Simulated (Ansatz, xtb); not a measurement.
**Two isomers of C5H7P**

Structure a is `CC1=CC=CP1`, a singlet and structure b is `C1=CPC=CC1`, a singlet. Both are isolated molecules in the gas phase, relaxed with PBE0-D3(BJ)/def2-SVP.

Task: Which of the two would you expect CCSD(T)/def2-SVP + ΔMP2/def2-TZVPP electronic energies to favour?

Result: Structure a; the calculation gives E(b) − E(a) = +0.300 eV.

The same difference at several levels:

| level | geometry | E(b) − E(a) (eV) | departure from the last row (eV) | job, with rough time for the two |
| --- | --- | --- | --- | --- |
| GFN2-xTB | GFN2-xTB | +0.330 | +0.030 | optimisation, 0.29 s |
| HF/STO-3G | GFN2-xTB | +0.202 | −0.099 | single point, 0.52 s |
| r2SCAN-D4/def2-SVP | GFN2-xTB | +0.363 | +0.063 | single point, 3.6 s |
| PBE0-D3(BJ)/def2-SVP | PBE0-D3(BJ)/def2-SVP | +0.310 | +0.010 | optimisation, 57 s |
| HF/def2-SVP | PBE0-D3(BJ)/def2-SVP | +0.165 | −0.135 | part of the CCSD(T) run |
| MP2/def2-SVP | PBE0-D3(BJ)/def2-SVP | +0.421 | +0.121 | part of the CCSD(T) run |
| CCSD(T)/def2-SVP | PBE0-D3(BJ)/def2-SVP | +0.299 | −0.001 | single point |
| CCSD(T)/def2-SVP + ΔMP2/def2-TZVPP | PBE0-D3(BJ)/def2-SVP | +0.300 |  | single point, 59 s |

As drawn, both hold the same kinds of bond in the same numbers. Structure a has 1 methyl group, b 0. Structure a has a 5-membered ring, b a 6-membered ring.

The levels shown agree on the order. The largest departure from CCSD(T)/def2-SVP + ΔMP2/def2-TZVPP is that of HF/def2-SVP, 0.135 eV. The last row adds to CCSD(T) the change of the MP2 difference between the two basis sets, here +0.001 eV.

With thermal terms from frequencies at re-optimised GFN2-xTB minima (ideal gas, soft modes damped towards free rotors, one conformer each, 298.15 K, 1 atm): the zero-point term adds +0.017 eV; ΔH is +0.301 and ΔG +0.336 eV.

The correlated steps freeze 10 core orbitals. Run with Ansatz 0.2.0, xtb 6.7.1; the last row on 2 threads of Intel(R) Xeon(R) Processor @ 2.70GHz on a shared host.

The 2-methylphosphole is favoured over 1,4-dihydrophosphinine by +0.300 eV, mainly, it seems, because its two C=C bonds are conjugated. In the six-membered ring they are separated by CH2 on one side and phosphorus on the other. The phosphole thus has an sp2–sp2 C–C bond where its isomer has an sp2–sp3 one, and its methyl group further stabilises the alkene carbon it sits on. Cyclic delocalisation probably adds only modestly, since pyramidal phosphorus overlaps poorly with the diene π system.

Correlation strengthens the preference: Hartree–Fock gives +0.165 eV in the same basis, MP2 overshoots at +0.421 eV, and CCSD(T) falls between them. This suggests that the more compact, conjugated π system gains more correlation energy, which MP2 exaggerates. Entropy also favours the phosphole, probably helped by its soft methyl rotation. The preference between these two isomers does not imply that the phosphole would persist, as P–H phospholes can readily undergo hydrogen shifts and dimerise.
